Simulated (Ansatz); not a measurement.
# Equilibrium of C3H11BO ⇌ BH(CH3)2 + CH4O at process temperatures

Species: C3H11BO `C[OH+][BH-](C)C`, singlet; BH(CH3)2, singlet; CH4O (methanol) `CO`, singlet. 

The electronic reaction energy at CCSD(T)/CBS estimate is +46.4 kJ/mol. Shapes: PBE0-D4/def2-TZVP. Flexible molecules stand in one conformer, not always the lowest. Programs: Ansatz 0.2.0. Enthalpy and entropy come from rigid-rotor, harmonic-oscillator sums on unscaled PBE0-D4/def2-TZVP wavenumbers, ideal gases at 1 bar; R ln 2 is added for the mirror twin of the chiral shape of C3H11BO. Symmetry numbers: C3H11BO 1, BH(CH3)2 2, CH4O 1. R = 8.3145 J/(mol K).

| T (K) | ΔH (kJ/mol) | ΔS (J/(mol K)) |
| --- | --- | --- |
| 500 | +34.4 | +158.6 |
| 700 | ? | ? |
| 900 | +29.3 | +151.3 |

**Question.** Work out ln K at 500 and 900 K, and from these estimate it at 700 K.

**Answer.** 
1. 500 K: ΔG = +34.4 − 500 × (+158.6)/1000 = -44.9 kJ/mol; ln K = −ΔG/RT = +10.80.
2. 900 K: ΔG = +29.3 − 900 × (+151.3)/1000 = -106.9 kJ/mol; ln K = −ΔG/RT = +14.29.
3. Slope against 1000/T: (+14.29 − (+10.80))/(1.1111 − 2.0000) = -3.93, that is −ΔH/R with ΔH near +33 kJ/mol.
4. 700 K: ln K = +10.80 + (-3.93) × (1.4286 − 2.0000) = +13.05.

The full sums give ΔH = +32.1 kJ/mol, ΔS = +154.7 J/(mol K), ΔG = -76.2 kJ/mol and ln K = +13.09 at 700 K, so the line is off by -0.04 in ln K; without rounding the miss is -0.06, from the change of ΔH with temperature. The products are favoured over this whole range. The number of molecules rises, which sets the sign of ΔS, and lower pressure favours the products. An error of 10 kJ/mol in the energy moves ln K by 1.7 at 700 K. Soft modes are treated as harmonic, which can err either way at these temperatures; the lowest are those of C3H11BO (65 cm⁻¹), BH(CH3)2 (94 cm⁻¹). Other conformers aren't counted. The CBS estimate extrapolates MP2 from def2-TZVPP and def2-QZVPP and adds CCSD(T) − MP2 in the triple-zeta set, cores frozen.

The adduct is held together by a dative bond from a methanol oxygen lone pair into the empty p orbital on boron. Breaking it costs energy, with ΔH still +34.4 kJ/mol at 500 K, but the entropy released when one molecule becomes two outweighs that cost. The bond is modest because methanol is a weak donor, and because the planar borane must pyramidalise and give up part of the hyperconjugation from its methyl groups. Heating raises K, as expected for an endothermic dissociation. The slow fall in both ΔH and ΔS has a common origin: vibrations of the adduct become free translations and rotations of the fragments, which hold less heat capacity once those vibrations are thermally excited. The numbers therefore support a loosely bound Lewis pair that falls apart in hot, dilute gas, but not the composition of a real mixture, where dimethylborane can also dimerise through B–H–B bridges or react with methanol to give methoxydimethylborane and hydrogen.
